**Q:** I have eight calculations of how strongly a lithium ion binds methylamine, but the method names have come off the rows. Can the numbers tell me which method made which row?

Li+ bound to methylamine (CH3NH2) in the gas phase, computed with Ansatz 0.2.0 in the def2-TZVPPD basis on PBE0-D4/def2-TZVP structures, with frozen cores in the MP2 and coupled-cluster parts. Interaction energies are counterpoise-corrected, and negative values mean binding; the superposition error is the corrected less the uncorrected energy. Candidates: BLYP-D4, PBE-D4, HSE06-D4, PBE0-D4, B3LYP-D4, wB97M-V, HF, B97M-V.

```tsv
row	interaction (kcal/mol)	superposition error (kcal/mol)	deformation (kcal/mol)
A	-42.96	0.07	0.65
B	-43.11	0.08	0.50
C	-42.11	0.04	0.86
D	-42.31	0.09	0.36
E	-42.11	0.10	0.48
F	-40.76	0.06	0.48
G	-42.98	0.07	0.66
H	-42.29	0.11	0.20
```

**A:** They can for most of them, once each column is read for what it measures. The interaction is the energy of bringing ion and amine together when the amine already has its shape in the complex; more negative means stronger binding. The deformation is the price of straining the free amine into that shape, since a bare ion has no shape to change. The superposition error is false binding that arises when each partner borrows the other's basis functions, and it has already been removed from the interaction.

**Q:** The interaction is what I care about. Why not simply sort by it?

**A:** Because the methods agree too well on it. The ion sits on the nitrogen, and most of the attraction is that of a charge for the amine's dipole and for the electrons it polarises, which all these methods describe fairly well. The eight values run only from −43.11 to −40.76 kcal/mol, a spread of less than 6%. Rows C and E even share the same value, and D and H nearly do.

**Q:** Then where do you start?

**A:** With the two candidates that ought to be twins. PBE0 and HSE06 both use 25% exact exchange between electrons that are close together; HSE06 fades it out over several ångström, while the ion is only about 2 Å from the nitrogen. Rows A and G fit this, with interactions 0.02 kcal/mol apart and deformations 0.01 apart. I am sure of the pair, but differences so close to the last printed digit can't say which twin is which.

**Q:** The deformations are all below 1 kcal/mol. How can they carry a method's signature?

**A:** Every method was given the same structures, and those came from PBE0. Binding the ion draws electrons from the nitrogen lone pair and lengthens the C–N bond. A method that prefers a longer C–N bond than PBE0 does finds the stretched amine less strained, so it reports a smaller deformation. A method that prefers shorter bonds reports a larger one.

One spring is enough to put this into a formula. Let Δ be the stretch on binding, k the stiffness of the bond, taken to be the same for every method, and δ the amount by which a method's own bond exceeds that of PBE0. The energy of the stretched bond less that of the free one is then

deformation = ½k(Δ − δ)² − ½kδ² = ½kΔ² − kΔδ.

The first term is the PBE0 value, and the second is the method's signature.

**Q:** Is that signature large enough to see?

**A:** Take a rough recalled stiffness of 700 kcal/mol per Å². The twins' deformation of 0.66 kcal/mol then corresponds to a stretch Δ of about 0.04 Å. If a method's own bond is longer by 0.01 Å, its deformation falls by 700 × 0.04 × 0.01, or about 0.3 kcal/mol. This is an order of magnitude, because other bonds and angles share the strain, but it shows that tiny differences in bond length are visible here.

**Q:** Which rows does that settle?

**A:** Row C is Hartree–Fock (HF). HF leaves out electron correlation, which would place some electron density in antibonding orbitals, and so its bonds are typically short and stiff. Row C has the largest deformation, 0.86 kcal/mol, well above the twins. It also has the smallest superposition error, although that lead is too slight to count for much.

At the other end are D and H, with 0.36 and 0.20 kcal/mol. Functionals of the GGA class, which have no exact exchange, tend to make bonds slightly too long, and BLYP does so more than PBE. That makes H BLYP and D PBE. I call this probable, because it leans on general experience with bond lengths, and because B97M-V, a meta-GGA that also lacks exact exchange, isn't strictly ruled out for row D.

**Q:** That leaves B, E and F, whose deformations are almost equal.

**A:** Here family ties help. PBE0 is PBE with a quarter of its exchange replaced by exact exchange, and from row D to the twins the binding strengthens by 0.65 or 0.67 kcal/mol, depending on which twin is PBE0. B3LYP is related to BLYP in much the same way, with 20% exact exchange and some further changes to the exchange and correlation parts. Four fifths of the PBE step, added to row H, puts B3LYP near −42.8 kcal/mol.

Row B, at −43.11 kcal/mol, lies closest to this estimate; E is more than twice as far away, and F is farther still. So B is probably B3LYP. A plausible reason for the stronger binding is that exact exchange enlarges the amine's dipole, which the ion then pulls on harder. The energies here don't test that explanation.

**Q:** And the last two?

**A:** They are B97M-V, which has no exact exchange, and wB97M-V, which has some at short range and 100% at long range. If exact exchange strengthens binding here too, E is wB97M-V and F is B97M-V. This is my weakest assignment, because the two functionals were parametrised separately and differ in more than their exchange. Now uncover the labels.

The rows with their labels:

```tsv
method	class	exact exchange, short range (%)	exact exchange, long range (%)	interaction (kcal/mol)	superposition error (kcal/mol)	deformation (kcal/mol)
PBE-D4	GGA	0	0	-42.31	0.09	0.36
revPBE-D4	GGA	0	0	-41.30	0.10	0.21
BLYP-D4	GGA	0	0	-42.29	0.11	0.20
r2SCAN-D4	meta-GGA	0	0	-40.45	0.07	0.41
B97M-V	meta-GGA	0	0	-40.76	0.06	0.48
PBE0-D4	global hybrid	25	25	-42.98	0.07	0.66
B3LYP-D4	global hybrid	20	20	-43.11	0.08	0.50
HSE06-D4	screened hybrid	25	0	-42.96	0.07	0.65
wB97X-V	range-separated	17	100	-42.25	0.08	0.49
wB97M-V	range-separated	15	100	-42.11	0.10	0.48
B2PLYP	double hybrid	53	53	-42.33	0.15	0.45
HF	Hartree-Fock	100	100	-42.11	0.04	0.86
MP2	wave function	n/a	n/a	-40.81	0.32	0.38
CCSD	wave function	n/a	n/a	-41.04	0.33	0.35
CCSD(T)	wave function	n/a	n/a	-40.73	0.35	0.23
```

**Q:** Every assignment holds, and row A turns out to be HSE06. Does the full table also support your story about bond lengths?

**A:** The wave-function methods offer a comparison that played no part in the reasoning. Correlation should lengthen bonds and so lower the deformation. It falls from 0.86 kcal/mol in HF to 0.35 in CCSD and 0.23 in CCSD(T), as the argument requires. The table holds energies rather than each method's own bond lengths, so this is support for the mechanism and not a direct measurement of it.

**Q:** Could I then read the share of exact exchange straight from the deformation?

**A:** No. Within a family it shows at most that exact exchange was added. PBE to PBE0 and BLYP to B3LYP each raise the deformation by 0.30 kcal/mol, though one adds 25% and the other 20%. Yet the functionals with no exact exchange at all already range from 0.20 to 0.48, and B97M-V and wB97M-V have the same value. The rest of the functional can move the deformation about as much as these additions of exact exchange do.

HF shows the same limit from the other side. Carrying the step from PBE to PBE0 on to 100% exact exchange would give an interaction of about −45 kcal/mol and a deformation of about 1.6, both far beyond the HF values. HF is not the end of that line, because it drops the correlation functional and the dispersion correction as well. The printout below lists these comparisons, including the B3LYP estimate, for which the B3LYP row itself was not used.

**Q:** I have to choose a method for comparing amines as lithium binders. Does a small deformation mark a good one?

**A:** No. If the bond-length argument holds, it marks a method whose preferred structure differs from that of PBE0 in a particular direction. Nor does one close interaction energy prove a method sound. HF binds only about 0.6 kcal/mol more strongly than the coupled-cluster reference at the basis-set limit, while PBE0 overbinds by about 1.5, yet HF has no correlation at all. Its errors probably cancel in part: HF tends to make an amine's dipole too large, which strengthens the binding, but it leaves out dispersion, which would add to the binding.

CCSD(T) itself, in the finite basis used here, binds 0.78 kcal/mol more weakly than its own limit. That gap is due to the basis and not to the theory, so the wave-function rows shouldn't be ranked by their distance from the reference.

For your comparison, the useful figure is the spread. All the methods lie within 1.6 kcal/mol of the reference, about 4% of the binding, but the strongest and the weakest differ by 2.7 kcal/mol. If you took one amine from B3LYP and another from r2SCAN, a difference of that size could come from the methods alone. Use one method, and one source of structures, for the whole set.

The analysis program printed:

```
HF less wB97M-V, interaction (kcal/mol): 0
HF less PBE0, deformation (kcal/mol): 0.2
B97M-V less HF, superposition error (kcal/mol): 0.02
HSE06 less PBE0, interaction (kcal/mol): 0.02
HSE06 less PBE0, deformation (kcal/mol): -0.01
PBE less BLYP, interaction (kcal/mol): -0.02
PBE less BLYP, deformation (kcal/mol): 0.16
PBE to PBE0, change of interaction (kcal/mol): -0.67
PBE to PBE0, change of deformation (kcal/mol): 0.3
BLYP to B3LYP, change of interaction (kcal/mol): -0.82
BLYP to B3LYP, change of deformation (kcal/mol): 0.3
B97M-V to wB97M-V, change of interaction (kcal/mol): -1.35
B97M-V to wB97M-V, change of deformation (kcal/mol): 0
B3LYP estimated from BLYP, interaction (kcal/mol): -42.83
B3LYP estimated from BLYP, deformation (kcal/mol): 0.44
B3LYP row less this estimate, interaction (kcal/mol): -0.284
wB97M-V row less this estimate, interaction (kcal/mol): 0.716
B97M-V row less this estimate, interaction (kcal/mol): 2.066
PBE line carried to 100% exchange, interaction (kcal/mol): -44.99
PBE line carried to 100% exchange, deformation (kcal/mol): 1.56
weakest interaction among functionals without exact exchange (kcal/mol): -40.45
strongest interaction among functionals without exact exchange (kcal/mol): -42.31
smallest deformation among functionals without exact exchange (kcal/mol): 0.2
largest deformation among functionals without exact exchange (kcal/mol): 0.48
rough C-N stretch if it carried all the PBE0 deformation (angstrom): 0.04342
rough own-bond excess over PBE0 implied for PBE (angstrom): 0.009869
rough own-bond excess over PBE0 implied for BLYP (angstrom): 0.01513
rough own-bond excess over PBE0 implied for HF (angstrom): -0.00658
```
